**Breaks in muonic X-ray lines from K to Kr**

The table holds four muonic transition energies for K to Kr from the Dirac equation with reduced mass, a uniform spherical nucleus and the Uehling potential, without electrons. The program fits nothing: it compares each row from Sc to Se with the cubic through its four neighbours, for energy, radius and mass number, and subtracts the point-nucleus Dirac energy to isolate size and vacuum-polarisation shifts. The 2p3/2–1s1/2 line breaks by +5.25 keV at Ni, which echoes in the cubics of Co and Cu, and by about 3 keV in size at Ge and As, and in all 11 rows with a radius break over 0.01 fm the energy break has the opposite sign. Breaks in the three high lines stay within 0.02 keV and fall inside rounding once the reduced mass of each isotope is allowed for. For Sc, Cu and Se the level shifts of the same runs add up to the difference between table and point-nucleus energy, a consistency check only.

Calculated values. Radial Dirac-Fock and Kohn-Sham solver 3: muonic X-ray transition energies for one isotope per element, from the Dirac equation with reduced mass, a uniform-sphere nucleus and the Uehling potential. Each line is labelled by its upper, then its lower level. Nuclear polarisation, deformation, self-energy and electron screening are not included.

## Script

```python
# Table: muonic X-ray line energies (keV), K to Kr, from a radial Dirac solver with reduced mass, uniform-sphere
# nucleus and Uehling potential, no electrons. Tested: which rows leave a smooth curve (cubic through four
# neighbours, nothing fitted), and whether radius, reduced mass or vacuum polarisation accounts for it.
T = {
    'ion': ['K', 'Ca', 'Sc', 'Ti', 'V', 'Cr', 'Mn', 'Fe', 'Co', 'Ni', 'Cu', 'Zn', 'Ga', 'Ge', 'As', 'Se', 'Br', 'Kr'],
    'Z': [19, 20, 21, 22, 23, 24, 25, 26, 27, 28, 29, 30, 31, 32, 33, 34, 35, 36],
    'mass_number': [39, 40, 45, 48, 51, 52, 55, 56, 59, 58, 63, 64, 69, 74, 75, 80, 79, 84],
    'nuclear_rms_radius': [3.435, 3.478, 3.546, 3.592, 3.6, 3.645, 3.706, 3.738, 3.788, 3.776, 3.882, 3.928, 3.997, 4.074, 4.097, 4.14, 4.163, 4.188],  # fm
    'line_energy_2p32_1s12': [712.78, 783.77, 856.46, 931.96, 1011.4, 1091.1, 1171.7, 1255.7, 1339.9, 1430.8, 1512.4, 1600.2, 1686.3, 1771.5, 1864.2, 1954.7, 2048.7, 2143.2],  # keV
    'line_energy_4f52_3d32': [49.478, 54.85, 60.518, 66.459, 72.682, 79.18, 85.968, 93.032, 100.39, 108.01, 115.95, 124.15, 132.66, 141.45, 150.53, 159.9, 169.54, 179.5],  # keV
    'line_energy_5f72_3d52': [72.189, 80.008, 88.252, 96.889, 105.93, 115.37, 125.22, 135.47, 146.13, 157.18, 168.66, 180.54, 192.83, 205.54, 218.63, 232.15, 246.05, 260.38],  # keV
    'line_energy_6h112_5g92': [12.387, 13.728, 15.141, 16.622, 18.172, 19.789, 21.478, 23.233, 25.06, 26.953, 28.92, 30.954, 33.06, 35.235, 37.477, 39.791, 42.17, 44.624],  # keV
}
import numpy as np
from scipy.constants import alpha, physical_constants as pc
ion = T['ion']; ix = ion.index
Z = np.array(T['Z'], float); A = np.array(T['mass_number'], float); R = np.array(T['nuclear_rms_radius'], float)
m = pc['muon mass energy equivalent in MeV'][0]*1e3; u = pc['atomic mass constant energy equivalent in MeV'][0]*1e3
hc = pc['reduced Planck constant times c in MeV fm'][0]*1e3; me = pc['electron mass energy equivalent in MeV'][0]*1e3
mu = m/(1 + m/(A*u)); a = hc/(mu*Z*alpha)
def lev(n, k): return mu/np.sqrt(1 + (Z*alpha/(n - k + np.sqrt(k*k - (Z*alpha)**2)))**2)
L = {'2p-1s': ('line_energy_2p32_1s12', 2, 2, 1, 1), '4f-3d': ('line_energy_4f52_3d32', 4, 3, 3, 2),
     '5f-3d': ('line_energy_5f72_3d52', 5, 4, 3, 3), '6h-5g': ('line_energy_6h112_5g92', 6, 6, 5, 5)}
E = {k: np.array(T[v[0]], float) for k, v in L.items()}
D = {k: lev(v[1], v[2]) - lev(v[3], v[4]) for k, v in L.items()}
def brk(f): return f[2:-2] - (4*(f[1:-3] + f[3:-1]) - f[:-4] - f[4:])/6
def spread(h): return h[2:-2] + (4*(h[1:-3] + h[3:-1]) + h[:-4] + h[4:])/6
def rnd(f): return spread(0.5*10.0**(np.floor(np.log10(f)) - 4))   # five significant figures
print(f"Kr/K: Z^2 {(Z[-1]/Z[0])**2:.3f}; muon mass/nuclear mass K {m/(A[0]*u):.5f}, Kr {m/(A[-1]*u):.5f}")
print(f"muon Bohr radius K {a[0]:.2f}, Kr {a[-1]:.2f} fm; R/a K {R[0]/a[0]:.2f}, Kr {R[-1]/a[-1]:.2f}; electron reduced Compton length {hc/me:.0f} fm")
for k in L:
    r = E[k] - D[k]
    print(f"{k}: Kr/K table {E[k][-1]/E[k][0]:.3f}, point Dirac {D[k][-1]/D[k][0]:.3f}; table - point Dirac K {r[0]:+.3f} keV ({100*r[0]/D[k][0]:+.2f}%), Kr {r[-1]:+.3f} keV ({100*r[-1]/D[k][-1]:+.2f}%)")
e = E['2p-1s']; rem = e - D['2p-1s']
bE, bR, bA, fE = brk(e), brk(R), brk(A), rnd(e); bM = brk(mu/m)*e[2:-2]
print("break = row minus cubic through four neighbours; radius rounding limit %.4f fm" % spread(0.0005 + 0*R)[0])
print("2p-1s: row N R/A^(1/3) step[keV] table-Dirac[keV,%] | break E (rounding) mass part [keV], break R [fm], break A, keV/fm")
for i, s in enumerate(ion):
    t = f"{s:2s} {int(A[i]-Z[i])} {R[i]/A[i]**(1/3):.3f} " + (f"{e[i]-e[i-1]:5.1f}" if i else "    -")
    t += f" {rem[i]:7.1f} {100*rem[i]/D['2p-1s'][i]:5.1f}"
    j = i - 2
    if 0 <= j < len(bE):
        t += f" | {bE[j]:+.2f} ({fE[j]:.2f}) {bM[j]:+.2f}, {bR[j]:+.4f}, {bA[j]:+.1f}, "
        t += f"{bE[j]/bR[j]:.0f}" if abs(bR[j]) > 0.01 else "radius break small"
    print(t)
n = ix('Ni') - 2
print("break left after removing the echo of Ni [keV]: " + ", ".join(f"{ion[n+2+d]} {bE[n+d]-w*bE[n]:+.2f}" for d, w in ((-2, 1/6), (-1, -2/3), (1, -2/3), (2, 1/6))))
p = -(bE[n] - bM[n])/bR[n]*R[n+2]/abs(rem[n+2])
print(f"Ni break {100*bE[n]/e[n+2]:.2f}% of line, {bE[n]/fE[n]:.0f} x rounding; radius break {100*bR[n]/R[n+2]:.2f}%; rough exponent of shift in R {p:.2f} (first order: 2)")
big = np.abs(bR) > 0.01
print(f"rows with radius break over 0.01 fm: {big.sum()}, of these with opposite energy break: {(bE[big]*bR[big] < 0).sum()}")
worst = 0
for k in list(L)[1:]:
    b, d, f = brk(E[k]), brk(D[k]), rnd(E[k]); j = np.argmax(abs(b)); q = abs(b - d)/f; worst = max(worst, q.max())
    over = " ".join(ion[i+2] for i in range(len(b)) if abs(b[i]) > f[i]) or "none"
    print(f"{k}: largest break {b[j]:+.4f} keV ({ion[j+2]}); above rounding: {over}; minus point Dirac at most {q.max():.2f} x rounding")
    print("   break table / point Dirac / rounding [keV]: " + "; ".join(f"{s} {b[ix(s)-2]:+.4f}/{d[ix(s)-2]:+.4f}/{f[ix(s)-2]:.4f}" for s in ('Sc', 'Ti', 'Ni', 'Cu')))
# further outputs of the same runs: (size shift, vacuum polarisation) in binding, keV, for 1s1/2, 2p3/2, 3d3/2, 4f5/2;
# then mean radii of 1s1/2 and 3d3/2 in fm
O = {'Sc': (-85.2513, 7.67354, -0.034997, 1.02334, -1.5e-05, 0.210247, 0, 0.052558, 19.4439, 127.695),
     'Cu': (-296.653, 14.5179, -0.314868, 2.43024, -0.000286, 0.560923, 0, 0.159546, 14.8646, 92.0985),
     'Se': (-545.842, 19.1885, -0.976414, 3.68235, -0.001324, 0.894899, 0, 0.26828, 13.2308, 78.3297)}
for s, o in O.items():
    i = ix(s); fs, vp = o[0] - o[2], o[1] - o[3]
    print(f"{s} 2p-1s: size {fs:.1f} + vac. pol. {vp:.1f} ({100*vp/e[i]:.2f}%) = {fs+vp:.1f}, table - Dirac {rem[i]:.1f} keV; R/<r>1s {R[i]/o[8]:.3f}")
    print(f"{s} 4f-3d: size {o[4]-o[6]:.4f} + vac. pol. {o[5]-o[7]:.3f}, table - Dirac {E['4f-3d'][i]-D['4f-3d'][i]:.3f} keV; R/<r>3d {R[i]/o[9]:.3f}")
assert np.argmax(abs(bE)) == n and np.argmax(abs(bR)) == n
assert np.all(bE[big]*bR[big] < 0)
assert 1 < p < 2
assert worst < 1.2
```

It prints:

```
Kr/K: Z^2 3.590; muon mass/nuclear mass K 0.00291, Kr 0.00135
muon Bohr radius K 13.51, Kr 7.12 fm; R/a K 0.25, Kr 0.59; electron reduced Compton length 386 fm
2p-1s: Kr/K table 3.007, point Dirac 3.654; table - point Dirac K -51.301 keV (-6.71%), Kr -648.694 keV (-23.23%)
4f-3d: Kr/K table 3.628, point Dirac 3.622; table - point Dirac K +0.117 keV (+0.24%), Kr +0.732 keV (+0.41%)
5f-3d: Kr/K table 3.607, point Dirac 3.601; table - point Dirac K +0.135 keV (+0.19%), Kr +0.886 keV (+0.34%)
6h-5g: Kr/K table 3.602, point Dirac 3.599; table - point Dirac K +0.006 keV (+0.05%), Kr +0.070 keV (+0.16%)
break = row minus cubic through four neighbours; radius rounding limit 0.0013 fm
2p-1s: row N R/A^(1/3) step[keV] table-Dirac[keV,%] | break E (rounding) mass part [keV], break R [fm], break A, keV/fm
K  20 1.013     -   -51.3  -6.7
Ca 20 1.017  71.0   -63.5  -7.5
Sc 24 0.997  72.7   -78.6  -8.4 | +0.00 (0.02) +0.08, +0.0052, +1.3, radius break small
Ti 26 0.988  75.5   -95.2  -9.3 | -0.80 (0.05) -0.03, +0.0152, -0.7, -53
V  28 0.971  79.4  -112.2 -10.0 | +0.72 (0.10) +0.04, -0.0160, +1.0, -45
Cr 28 0.977  79.7  -133.4 -10.9 | +0.31 (0.13) -0.06, -0.0040, -1.3, radius break small
Mn 30 0.975  80.6  -158.2 -11.9 | -0.95 (0.13) +0.06, +0.0153, +1.3, -62
Fe 30 0.977  84.0  -184.0 -12.8 | +1.62 (0.13) -0.07, -0.0212, -1.7, -76
Co 32 0.973  84.2  -214.3 -13.8 | -3.75 (0.13) +0.12, +0.0433, +2.7, -87
Ni 30 0.975  90.9  -242.2 -14.5 | +5.25 (0.13) -0.15, -0.0597, -3.3, -88
Cu 34 0.976  81.6  -284.2 -15.8 | -3.90 (0.13) +0.14, +0.0435, +3.0, -90
Zn 34 0.982  87.8  -324.5 -16.9 | +1.45 (0.13) -0.09, -0.0163, -2.0, -89
Ga 38 0.975  86.1  -371.3 -18.0 | +1.27 (0.13) +0.01, -0.0078, +0.0, radius break small
Ge 42 0.970  85.2  -423.6 -19.3 | -3.02 (0.13) +0.07, +0.0227, +2.0, -133
As 42 0.972  92.7  -472.9 -20.2 | +2.57 (0.13) -0.11, -0.0190, -3.0, -135
Se 46 0.961  90.5  -529.3 -21.3 | -1.45 (0.13) +0.13, +0.0103, +3.7, -140
Br 44 0.970  94.0  -586.7 -22.3
Kr 48 0.956  94.5  -648.7 -23.2
break left after removing the echo of Ni [keV]: Fe +0.74, Co -0.25, Cu -0.40, Zn +0.58
Ni break 0.37% of line, 39 x rounding; radius break -1.58%; rough exponent of shift in R 1.41 (first order: 2)
rows with radius break over 0.01 fm: 11, of these with opposite energy break: 11
4f-3d: largest break -0.0197 keV (Ni); above rounding: Sc Ti V Cr Mn Fe Co Ni Cu Zn; minus point Dirac at most 0.65 x rounding
   break table / point Dirac / rounding [keV]: Sc +0.0053/+0.0049/0.0013; Ti -0.0027/-0.0023/0.0013; Ni -0.0197/-0.0114/0.0126; Cu +0.0183/+0.0102/0.0133
5f-3d: largest break -0.0167 keV (As); above rounding: Sc Ge As Se; minus point Dirac at most 0.74 x rounding
   break table / point Dirac / rounding [keV]: Sc +0.0072/+0.0072/0.0021; Ti -0.0027/-0.0033/0.0051; Ni -0.0117/-0.0167/0.0133; Cu +0.0067/+0.0149/0.0133
6h-5g: largest break +0.0028 keV (Se); above rounding: Cr Mn Fe Co Ni Cu Zn As Se; minus point Dirac at most 0.68 x rounding
   break table / point Dirac / rounding [keV]: Sc +0.0008/+0.0012/0.0013; Ti -0.0005/-0.0006/0.0013; Ni -0.0025/-0.0029/0.0013; Cu +0.0020/+0.0026/0.0013
Sc 2p-1s: size -85.2 + vac. pol. 6.7 (0.78%) = -78.6, table - Dirac -78.6 keV; R/<r>1s 0.182
Sc 4f-3d: size -0.0000 + vac. pol. 0.158, table - Dirac 0.157 keV; R/<r>3d 0.028
Cu 2p-1s: size -296.3 + vac. pol. 12.1 (0.80%) = -284.3, table - Dirac -284.2 keV; R/<r>1s 0.261
Cu 4f-3d: size -0.0003 + vac. pol. 0.401, table - Dirac 0.403 keV; R/<r>3d 0.042
Se 2p-1s: size -544.9 + vac. pol. 15.5 (0.79%) = -529.4, table - Dirac -529.3 keV; R/<r>1s 0.313
Se 4f-3d: size -0.0013 + vac. pol. 0.627, table - Dirac 0.627 keV; R/<r>3d 0.053
```
